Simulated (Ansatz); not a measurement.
A series in volume per atom on Pd

Periodic Kohn-Sham DFT of a crystal at fixed atoms; pressure and stress are positive in compression; the energy is the free energy less that of spherical unpolarised free atoms; site moments are those in the method's own spheres, positive along +z. The results are calculated, by Ansatz 0.2.0.

Cell of the first row (space group Fm-3m, No. 225):
```
CELL_PARAMETERS angstrom
0.00000 1.93240 1.93240
1.93240 0.00000 1.93240
1.93240 1.93240 0.00000
ATOMIC_POSITIONS crystal
Pd 0.00000 0.00000 0.00000
```

Settings of every row: method all-electron LAPW; functional PBE; relativity scalar; k mesh 19x19x19; filling fermi-dirac; smearing width 0.08 eV; basis error target 0.5 meV/atom; nucleus gaussian.

Atom start moment: 0 on all atoms.

```
row  volume per atom (Å³)  pressure (GPa)  energy less free atoms (eV/atom)
  1                14.433          12.094                           -3.7077
  2                15.039           3.531                           -3.7365
  3                15.346               ?                                 ?
  4                15.653           -3.17                           -3.7367
  5                16.266          -8.319                           -3.7142
```

Question: what pressure and energy less free atoms should row 3 give?

Worked fit of pressure. Take u = (V_r/V)^(2/3) − 1 with V_r = 15.346 Å³ an atom, which is twice the finite (Eulerian) strain; such expansions in the strain, on which the Birch-Murnaghan equation of state is built, carry the rest volume and the bulk modulus. The shown rows have u = 0.04174, 0.01356, -0.01312, -0.03807. Least squares give pressure = −0.0389 + 252.237 × u + 917.53 × u² GPa; a straight line predicts inner rows, each left out in turn, worse (root mean square 0.93 against 0.044 GPa). The rows lie off it by 0.006, -0.019, 0.020, -0.007 (root mean square 0.015 GPa). The pressure vanishes at u = 0.0002, or V = 15.34 Å³ an atom, and there the bulk modulus at fixed shape and fractions is B = −V dP/dV = (2/3)(1 + u) dP/du = 168 GPa. The withheld row has u = 0, so the fit gives −0.0389 + 252.237 × (0) + 917.53 × (0)² = -0.039 GPa.

The calculation gave -0.038 GPa. The fit lies 0.001 GPa (2.6 % of the value, 0.0049 % of the column's range) below it, one unit of the last digit.

Worked fit of energy less free atoms. Take u = (V_r/V)^(2/3) − 1 with V_r = 15.346 Å³ an atom, which is twice the finite (Eulerian) strain; such expansions in the strain, on which the Birch-Murnaghan equation of state is built, carry the rest volume and the bulk modulus. The shown rows have u = 0.04174, 0.01356, -0.01312, -0.03807. Least squares give energy less free atoms = −3.73983 + 0.0135 × u + 18.084 × u² eV/atom; a straight line predicts inner rows, each left out in turn, worse (root mean square 0.018 against 0.00042 eV/atom). The rows lie off it by 0.0001, -0.0002, 0.0002, -0.0001. Its lowest point lies at u = -0.0004, or V = 15.35 Å³ an atom, and the curvature there gives the bulk modulus at fixed shape and fractions, B = (4/9)(1 + u)² E″(u)/V = 168 GPa. The withheld row has u = 0, so the fit gives −3.73983 + 0.0135 × (0) + 18.084 × (0)² = -3.7398 eV/atom.

The calculation gave -3.7398 eV/atom. The fit meets it to the printed digit.
